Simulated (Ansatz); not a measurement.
# Pressure, energy and Kohn-Sham gap of a (14,0) carbon nanotube bundle under even volume scaling, PBE+D4

A tunable infrared absorber needs an absorption edge that moves when the material is strained. A bundle of semiconducting nanotubes is a candidate, since its gap responds to strain while its bonds stay intact. The brief set here is an edge shift of at least 0.04 eV in either direction, a mean stress of no more than 6 GPa in size, and stored work of no more than 15 meV/atom. Among the states that pass, the one with the largest shift is preferred.

The calculation takes one (14,0) bundle and scales its three axes alike, from 10 % less volume to 6 % more. Gap shifts and energies are measured from the relaxed cell at the same level of theory. Pressure is positive under compression, so a negative value means that the cell is being pulled.

## Set-up

One cell of 112 atoms, C in reduced formula. Start: graphene sheet (a = 2.46 Å) rolled into an (14,0) tube of diameter 10.96 Å, 2 periods, hexagonal bundle with 3.3 Å between walls; minimised with a classical potential (cell length normal to the plane free). Cell and atoms were then relaxed in DFT. From that cell the volume was scaled evenly and the atoms were relaxed again at each fixed cell. Ansatz 0.2.0: Kohn-Sham DFT with PBE+D4, PAW potentials, plane waves to 420 eV, k-points 1×1×2, no spin polarisation, no spin-orbit coupling. Occupations: Gaussian smearing of 0.025 eV. The cutoff and the k-mesh are held, so the number of plane waves changes with the volume.

- volume change (%): change of the cell's volume from the relaxed cell, all three axes scaled alike.
- volume (Å³/atom): volume per atom.
- pressure (GPa): pressure, a third of the trace of the stress, positive under compression, without a kinetic term.
- energy (meV/atom): free energy per atom less that of the relaxed cell.
- gap (eV): Kohn-Sham gap: lowest empty less highest filled level over the k-points of the run.

Input lines of one member:

```
kpoints:
  mp_grid: { grid: [1, 1, 2] }
hamiltonian:
  xc: pbe
  dispersion: d4
scf:
  occupations: { method: gaussian, width: 0.025 }
relax:
  f_tol: 0.05
  max_steps: 70
```

Command (options for logging and memory left out): `ansatz run input.yaml --threads 8 --backend cpu`

## Results

| member | volume change (%) | volume (Å³/atom) | pressure (GPa) | energy (meV/atom) | gap (eV) |
| --- | --- | --- | --- | --- | --- |
| −10 % | −10 | 11.8944 | 13.149 | 48.673 | 0.370 |
| −6 % | −6 | 12.4230 | 6.914 | 16.115 | 0.414 |
| −3 % | −3 | 12.8195 | 3.548 | 3.943 | 0.425 |
| relaxed cell | 0 | 13.2160 | −0.006 | 0.000 | 0.401 |
| +3 % | 3 | 13.6125 | −2.614 | 3.295 | 0.355 |
| +6 % | 6 | 14.0090 | −4.760 | 12.556 | 0.290 |

Least-squares fits to the whole series, with x = volume change (%); R² in the fitted variables, residuals in the unit of y:

| y | members | fit | R² | rms residual | leave-one-out rms | standard deviation of y |
| --- | --- | --- | --- | --- | --- | --- |
| pressure (GPa) | 6 | y = 0.06687 − 0.9903 x + 0.03119 x² | 1.00 | 0.13 | 0.29 | 6.6 |
| energy (meV/atom) | 6 | y = −0.8174 − 0.3437 x + 0.4529 x² | 1.00 | 0.94 | 3.3 | 18 |

## The trend and its physics

The pressure falls from row to row as the volume grows. Between −3 % and +3 % the slope is (−2.614 − 3.548) / 6 = −1.03 GPa per percent, a stiffness of about 103 GPa against even scaling. The curve is steeper under compression: 1.56 GPa per percent between −10 % and −6 %, against 0.72 between +3 % and +6 %. Bonds and wall contacts both stiffen when shortened.

This stiffness is not the bulk modulus under a fluid. Even scaling forces the stiff tube axis to change length as much as the soft spacing between tubes, and most of the stress lies along the axis. Equal pressure from all sides would shrink the bundle mainly across the tubes, with less resistance.

The energy follows from the same stiffness, as ½BVx² with x the fractional volume change. With 1 GPa Å³ = 6.24 meV, 0.5 × 103 × 13.2 × 0.03² × 6.24 = 3.8 meV/atom, near the 3.943 and 3.295 of the two 3 % rows.

The gap behaves differently. Stretching narrows it, by 0.111 eV at +6 %, but compression first widens it, to 0.425 eV at −3 %, and then narrows it to 0.370 eV at −10 %. Two opposing effects can explain this. In a zigzag tube whose index leaves remainder 2 on division by 3, axial stretching narrows the gap and axial shortening widens it. For a lone tube the change is roughly 3t(1+ν)ε, with hopping t ≈ 2.7 eV, Poisson ratio ν ≈ 0.2 and axial strain ε. At +6 %, ε is about 0.02 and the formula gives a narrowing of 3 × 2.7 × 1.2 × 0.02 = 0.19 eV, more than the table shows. Strain across the tubes can act the other way: in separate runs strained along one direction across the tubes, squeezing narrowed the gap and stretching widened it. If the other sideways direction behaves alike, this effect could win under strong compression.

## Outliers

Largest departures from the fit to the whole series:

| member | pressure (GPa) | fit | computed − fit | in rms residuals |
| --- | --- | --- | --- | --- |
| −3 % | 3.548 | 3.318 | +0.230 | 1.7 |
| −6 % | 6.914 | 7.132 | −0.218 | 1.6 |
| relaxed cell | −0.006 | 0.067 | −0.073 | 0.5 |
| −10 % | 13.149 | 13.089 | +0.060 | 0.4 |

The pressure at −3 % lies 0.230 GPa above the fit, and the energies suggest that it is indeed too high. Between this row and the relaxed cell, the energy difference divided by the volume difference, 13.2160 − 12.8195 = 0.3965 Å³/atom, gives, with 1 meV/Å³ = 0.160 GPa, a mean pressure of 3.943 / 0.3965 × 0.160 = 1.59 GPa, whereas the two printed pressures average (3.548 − 0.006) / 2 = 1.77 GPa. The bend of the fitted curve accounts for only 0.03119 × 9 / 6 = 0.047 GPa of the difference. The program warned of a loose self-consistency threshold for the stress in every scaled cell, but that does not single out −3 %. At +3 %, under the same warning, the energies give a mean tension of 3.295 / 0.3965 × 0.160 = 1.33 GPa and the pressures give (2.614 + 0.006) / 2 = 1.31 GPa. Unfinished relaxation of the atoms is a likelier cause. Even compression shrinks the tube's radius, the atoms then push outwards, and a run may stop once the forces are below 0.05 eV/Å. An outward force of that size on every atom, at a radius of 10.96 / 2 = 5.48 Å, would add roughly 0.05 × 5.48 / (3 × 12.8195) = 0.0071 eV/Å³, or 7.1 × 0.160 = 1.1 GPa, so a fraction of it is enough. The stress components fit this picture, since the excess at −3 % lies across the tubes and not along them. The held cutoff does not explain the sign: plane waves added as the cell grows lower the energy, which would make the pressure from energies the higher of the two. The energies are the safer guide to stiffness here, because small leftover forces change them much less. The two 3 % rows give (3.943 + 3.295) / (13.2 × 0.03² × 6.24) = 98 GPa, a little below the 103 GPa from the pressures.

The gap of the relaxed cell, 0.401 eV, is low for a tube of this width. The simple estimate 2td/D, with bond length d ≈ 1.4 Å and diameter D ≈ 11 Å, gives about 0.7 eV. A coarse k-mesh is not the explanation, because missing the band edges makes a gap too large. Contact between neighbouring walls is a possible cause, and so is a change of shape. The bundle started out hexagonal, but in the relaxed cell the two repeats across the tubes differ in length, so the tubes need not be round. The starting geometry has a wider gap, but its tube axis is also shorter, which by itself widens the gap, so the comparison does not separate the causes. Nor do the sideways-strain runs, which changed only one of two directions that are no longer equivalent.

## Selection

The three compressed rows fail first on edge shift. Relative to 0.401 eV they move by +0.024 eV at −3 %, +0.013 eV at −6 % and −0.031 eV at −10 %, all short of 0.04 eV. The last two also exceed the limits on stress and stored work.

Both stretched rows pass. At +3 % the shift is 0.355 − 0.401 = −0.046 eV, for a mean tension of 2.614 GPa and 3.295 meV/atom. At +6 % it is 0.290 − 0.401 = −0.111 eV, for 4.760 GPa and 12.556 meV/atom.

The edge wavelength is λ = hc/E. With h = 6.6 × 10⁻³⁴ J s, c = 3.0 × 10⁸ m/s and 1 eV = 1.6 × 10⁻¹⁹ J, the powers of ten combine to give hc = 6.6 × 3.0 / 16 = 1.24 eV µm. The relaxed cell gives 1.24 / 0.401 = 3.09 µm, the +3 % cell 1.24 / 0.355 = 3.49 µm and the +6 % cell 1.24 / 0.290 = 4.28 µm.

These wavelengths are too long, because PBE places the gap too low. If the optical edge lies a rough 0.3 eV higher in every row, the relaxed cell moves to 0.401 + 0.3 = 0.701 eV, or 1.24 / 0.701 = 1.77 µm, and the +6 % cell to 0.290 + 0.3 = 0.590 eV, or 1.24 / 0.590 = 2.10 µm. The tuning range then shrinks from 4.28 − 3.09 = 1.19 µm to 2.10 − 1.77 = 0.33 µm, although the shift in energy is unchanged.

The correction may also vary with strain. If it reduced the shifts by 30 %, +6 % would still pass, with 0.7 × 0.111 = 0.078 eV, while +3 % would fail, with 0.7 × 0.046 = 0.032 eV. The k-mesh adds a doubt of its own. With a single k-point across the tubes, it cannot show how the band edges vary in those directions, and that variation may change as the tubes move apart. The shift at +3 % clears the limit by only 0.046 − 0.040 = 0.006 eV, so its pass is not secure without a denser mesh. At +6 % the margin is 0.111 − 0.040 = 0.071 eV.

The pick is therefore **+6 %**, with +3 % as runner-up. The grip on the tubes could reverse that order. If the smaller stresses across the tubes are neglected, the axial tension is 3 × 4.760 = 14.3 GPa at +6 % and 3 × 2.614 = 7.8 GPa at +3 %. Tubes held together only by weak wall-to-wall forces may slip before the higher load is reached. A clamp limited to 10 GPa along the axis would make +3 % the choice, provided that its shift stays above 0.04 eV. Pulling on the axis alone would also let the bundle draw in sideways, a state not shown in the table.

## Summary

From −10 % to +6 %, pressure falls as the volume grows, and energy rises on either side of the relaxed cell. The gap is not a one-to-one measure of volume, so a strain-tuned device is better worked in tension.

Two omitted effects are each larger than the 0.135 eV spread of the gaps. Electron self-energy beyond PBE raises the gap by a rough 0.6 eV, and the attraction between electron and hole lowers the optical edge by a rough 0.3 eV. Screening by neighbouring tubes weakens both.

[On method and selection: Runs that did not converge, have known faults or may not be shown are not listed, and runs on Ansatz's PAW sets soft_1 and soft_2 are kept to separate tables. Series whose pressures fit the equation of state badly weren't written up.]

[Logs are printed without paths, hosts, clocks, repeated set-up lines and the standing remarks that a program may print on its own settings, such as how far it seeks lower states.]
